**Spin splitting, radius and depth of the 5s level of Ce⁺ in ten configurations**

The table holds 5s up and down eigenvalues, mean radii and their gap from spherical, spin-polarised, scalar-relativistic LDA-VWN5 calculations with Quantum ESPRESSO ld1.x. The program fits the gap as a sum of one constant per unpaired 4f, 5d, 6s and 6p electron (0.403, 0.313, 0.093, 0.083 eV; rms 0.027 eV, worst row 5d¹ 6s²) and compares it with a single constant per unpaired electron (rms 0.274 eV) and a line in level depth (0.077 eV). The same counting gives opposite signs for the 4f and 5d contributions to the up-down radius difference, and the 4f/5d order of the gap reverses between 5s and 5p. A shell-theorem line for the mean level, fitted to the five rows without 4f, has slope 0.63 and lies 2 to 10 eV above the 4f rows tested.

Spin-polarised, scalar-relativistic all-electron Kohn-Sham calculations for Ce⁺ (Z = 58) with spherical densities, the LDA functional (Slater exchange, VWN5 correlation) and a point nucleus, run with Quantum ESPRESSO ld1.x 7.5. Eigenvalues are negative for bound levels.

## Script

```python
# Table: 5s up/down eigenvalues (eV), mean radii (bohr) and spin gap of Ce+ in ten fixed configurations,
# Quantum ESPRESSO ld1.x, LDA-VWN5, scalar-relativistic, spin-polarised, spherical. Tested: additive gap per
# unpaired electron of each shell, the same counting for the radius difference, shell-theorem level shift.
T = {
    'configuration': ['[Xe] (4f up)1 (5d up)2', '[Xe] (4f up)1 (5d up)1 (6p up)1', '[Xe] (4f up)1 (5d up)1 (6s up)1', '[Xe] (5d up)2 (6s up)1', '[Xe] (6s up)1 (6p up)2', '[Xe] (5d up)3', '[Xe] (4f up)3', '[Xe] (5d up)1 (6p up)2', '[Xe] (4f up)2 (5d up)1', '[Xe] (5d up)1 6s2'],
    'eigenvalue_5s_up': [-45.071, -48.086, -47.029, -50.438, -56.822, -48.316, -40.356, -54.621, -42.089, -52.653],  # eV
    'eigenvalue_5s_down': [-44.074, -47.271, -46.206, -49.702, -56.594, -47.402, -39.144, -54.12, -40.969, -52.282],  # eV
    'mean_radius_5s_up': [1.5204, 1.5128, 1.5143, 1.4859, 1.4681, 1.4921, 1.5617, 1.4762, 1.5456, 1.4778],  # bohr
    'mean_radius_5s_down': [1.5171, 1.5124, 1.5129, 1.478, 1.4655, 1.4825, 1.5703, 1.4717, 1.5489, 1.4745],  # bohr
    'gap': [0.997, 0.8149, 0.8231, 0.7362, 0.2275, 0.9145, 1.2113, 0.501, 1.1201, 0.3706],  # eV
}
import re
import numpy as np
from scipy.constants import physical_constants as pc
Ha = pc['Hartree energy in eV'][0]
U, name = [], []
for c in T['configuration']:
    u = {s[1]: int(n) for s, n in re.findall(r'\((\d[spdf]) up\)(\d)', c)}
    t = dict(u)
    for n in re.findall(r'6s(\d)', c): t['s'] = int(n)
    U.append([u.get(l, 0) for l in 'fdsp'])
    name.append(''.join(l + str(t[l]) for l in 'fdsp' if l in t))
U = np.array(U, float); ix = {n: i for i, n in enumerate(name)}
up, dn, g = (np.array(T[k], float) for k in ('eigenvalue_5s_up', 'eigenvalue_5s_down', 'gap'))
dr = np.array(T['mean_radius_5s_up'], float) - np.array(T['mean_radius_5s_down'], float)
lev = (up + dn) / 2
fit = lambda A, y: np.linalg.lstsq(A, y, rcond=None)[0]
rms = lambda x: float(np.sqrt(np.mean(x**2)))
loo = lambda A, y: rms(np.array([y[i] - A[i] @ fit(np.delete(A, i, 0), np.delete(y, i)) for i in range(len(y))]))
J, K = fit(U, g), fit(U, dr)
print('row, unpaired, mean 5s level eV | gap, additive fit, residual eV, % | r_up-r_down, fit bohr')
for i in np.argsort(-g):
    f = U[i] @ J
    print(f'{name[i]:7s}{U[i].sum():2.0f} {lev[i]:7.2f} | {g[i]:.4f} {f:.3f} {g[i]-f:+.3f} {100*(g[i]-f)/g[i]:+5.1f} | {dr[i]:+.4f} {U[i]@K:+.4f}')
print('gap per unpaired 4f, 5d, 6s, 6p electron (eV): ' + ' '.join(f'{x:.3f}' for x in J))
for lab, A in (('four shell constants', U), ('one constant x unpaired count', U.sum(1)[:, None]),
               ('line in mean 5s level', np.c_[np.ones(len(g)), lev])):
    r = g - A @ fit(A, g); w = np.argmax(abs(r))
    print(f'{lab}: rms {rms(r):.3f}, leave-one-out {loo(A, g):.3f}, worst {name[w]} {r[w]:+.3f} eV')
print(f'rounding: levels 0.0005 eV, radius difference 0.0001 bohr; max |gap-(down-up)| {abs(g-dn+up).max():.4f} eV')
print(f'gap max/min {g.max()/g.min():.2f}; spread of gap {np.ptp(g):.3f} eV, of mean level {np.ptp(lev):.2f} eV')
a, b = ix['d3'], ix['f1d1p1']
print(f'd3 minus f1d1p1: mean level {lev[a]-lev[b]:+.2f} eV, gap {g[a]-g[b]:+.3f} eV')
print(f'gap per unpaired electron: f3 {g[ix["f3"]]/3:.3f}, d3 {g[a]/3:.3f}, d1s2 {g[ix["d1s2"]]:.3f}, s1p2 {g[ix["s1p2"]]/3:.3f} eV')
s = [ix[n] for n in ('d3', 'f1d2', 'f2d1', 'f3')]
print('steps d3>f1d2>f2d1>f3 (eV): gap ' + ' '.join(f'{x:+.3f}' for x in np.diff(g[s])) + '; level ' + ' '.join(f'{x:+.2f}' for x in np.diff(lev[s])))
print('radius difference per 4f, 5d, 6s, 6p electron (bohr): ' + ' '.join(f'{x:+.4f}' for x in K) + f'; rms {rms(dr-U@K):.4f}')
# Further outputs of the same runs (none for f1d1p1): 4s up, down, 5p up, down (eV), r 4f, r 5d (bohr),
# sum of valence <1/r> (1/bohr); for a 4f electron the smaller <1/r> of 5s up is used
X = {'f3': (-273.9003, -272.3693, -23.98649, -22.97374, '1.684', '  -  ', 3*0.8469836),
     'f2d1': (-277.7964, -276.5327, -25.36776, -24.32806, '1.291', '3.039', 2*0.8570423+0.4265364),
     'f1d2': (-284.43, -283.6379, -27.78353, -26.70979, '1.113', '2.814', 0.8731587+2*0.460603),
     'f1d1s1': (-286.5321, -285.7485, -29.58919, -28.73323, '1.096', '2.718', 0.87675+0.4764916+0.3244711),
     'd3': (-292.3867, -292.2385, -30.37331, -29.21335, '  -  ', '2.617', 3*0.4962181),
     'd2s1': (-294.738, -294.6078, -32.33413, -31.39387, '  -  ', '2.532', 2*0.512462+0.3376454),
     'd1s2': (-297.3181, -297.2568, -34.33705, -33.88064, '  -  ', '2.428', 0.5346181+0.3467272+0.3410139),
     'd1p2': (-299.3147, -299.2178, -36.26061, -35.64053, '  -  ', '2.393', 0.5420904+2*0.2900691),
     's1p2': (-301.9497, -301.8831, -38.2477, -37.95252, '  -  ', '  -  ', 0.3632301+2*0.3031284)}
k = list(X); m = [ix[n] for n in k]
g4 = np.array([X[n][1]-X[n][0] for n in k]); g5 = np.array([X[n][3]-X[n][2] for n in k])
V = Ha * np.array([X[n][6] for n in k]); nof = U[m, 0] == 0
sl, ic = np.polyfit(V[nof], lev[m][nof], 1)
print(f'mean 5s level = {ic:.1f} eV + {sl:.3f} x valence potential, fitted on the five rows without 4f')
print('row, 4s gap, 5p gap eV | r 4f, r 5d bohr | valence potential, level residual eV')
for j, n in enumerate(k):
    print(f'{n:7s}{g4[j]:.3f} {g5[j]:.3f} | {X[n][4]} {X[n][5]} | {V[j]:.1f} {lev[m][j]-ic-sl*V[j]:+.2f}' + ('' if nof[j] else ' (not fitted)'))
C = {}
for lab, y in (('4s', g4), ('5s', g[m]), ('5p', g5)):
    C[lab] = fit(U[m], y)
    print(f'{lab} gap per 4f, 5d, 6s, 6p, nine rows (eV): ' + ' '.join(f'{x:.3f}' for x in C[lab])
          + f'; 4f/5d {C[lab][0]/C[lab][1]:.2f}; rms {rms(y-U[m]@C[lab]):.3f}')
assert (g > 0).all() and J[0] > J[1] > 2*max(J[2], J[3])
assert K[0] < 0 < K[1]
assert C['4s'][0] > 3*C['4s'][1] and C['5p'][0] < C['5p'][1]
assert 0 < sl < 1
```

It prints:

```
row, unpaired, mean 5s level eV | gap, additive fit, residual eV, % | r_up-r_down, fit bohr
f3      3  -39.75 | 1.2113 1.210 +0.001  +0.1 | -0.0086 -0.0091
f2d1    3  -41.53 | 1.1201 1.120 +0.000  +0.0 | -0.0033 -0.0029
f1d2    3  -44.57 | 0.9970 1.030 -0.033  -3.3 | +0.0033 +0.0033
d3      3  -47.86 | 0.9145 0.940 -0.026  -2.8 | +0.0096 +0.0095
f1d1s1  3  -46.62 | 0.8231 0.809 +0.014  +1.7 | +0.0014 +0.0016
f1d1p1  3  -47.68 | 0.8149 0.799 +0.016  +1.9 | +0.0004 +0.0007
d2s1    3  -50.07 | 0.7362 0.719 +0.017  +2.3 | +0.0079 +0.0077
d1p2    3  -54.37 | 0.5010 0.478 +0.023  +4.5 | +0.0045 +0.0043
d1s2    1  -52.47 | 0.3706 0.313 +0.057 +15.5 | +0.0033 +0.0032
s1p2    3  -56.71 | 0.2275 0.258 -0.030 -13.4 | +0.0026 +0.0026
gap per unpaired 4f, 5d, 6s, 6p electron (eV): 0.403 0.313 0.093 0.083
four shell constants: rms 0.027, leave-one-out 0.045, worst d1s2 +0.057 eV
one constant x unpaired count: rms 0.274, leave-one-out 0.308, worst s1p2 -0.592 eV
line in mean 5s level: rms 0.077, leave-one-out 0.095, worst d1s2 -0.155 eV
rounding: levels 0.0005 eV, radius difference 0.0001 bohr; max |gap-(down-up)| 0.0007 eV
gap max/min 5.32; spread of gap 0.984 eV, of mean level 16.96 eV
d3 minus f1d1p1: mean level -0.18 eV, gap +0.100 eV
gap per unpaired electron: f3 0.404, d3 0.305, d1s2 0.371, s1p2 0.076 eV
steps d3>f1d2>f2d1>f3 (eV): gap +0.083 +0.123 +0.091; level +3.29 +3.04 +1.78
radius difference per 4f, 5d, 6s, 6p electron (bohr): -0.0030 +0.0032 +0.0014 +0.0006; rms 0.0002
mean 5s level = -73.5 eV + 0.631 x valence potential, fitted on the five rows without 4f
row, 4s gap, 5p gap eV | r 4f, r 5d bohr | valence potential, level residual eV
f3     1.531 1.013 | 1.684   -   | 69.1 -9.92 (not fitted)
f2d1   1.264 1.040 | 1.291 3.039 | 58.2 -4.83 (not fitted)
f1d2   0.792 1.074 | 1.113 2.814 | 48.8 -1.92 (not fitted)
f1d1s1 0.784 0.856 | 1.096 2.718 | 45.7 -1.96 (not fitted)
d3     0.148 1.160 |   -   2.617 | 40.5 +0.04
d2s1   0.130 0.940 |   -   2.532 | 37.1 +0.00
d1s2   0.061 0.456 |   -   2.428 | 33.3 +0.01
d1p2   0.097 0.620 |   -   2.393 | 30.5 -0.17
s1p2   0.067 0.295 |   -     -   | 26.4 +0.12
4s gap per 4f, 5d, 6s, 6p, nine rows (eV): 0.551 0.073 0.066 0.006; 4f/5d 7.57; rms 0.076
5s gap per 4f, 5d, 6s, 6p, nine rows (eV): 0.402 0.313 0.095 0.080; 4f/5d 1.29; rms 0.028
5p gap per 4f, 5d, 6s, 6p, nine rows (eV): 0.330 0.393 0.129 0.098; 4f/5d 0.84; rms 0.032
```
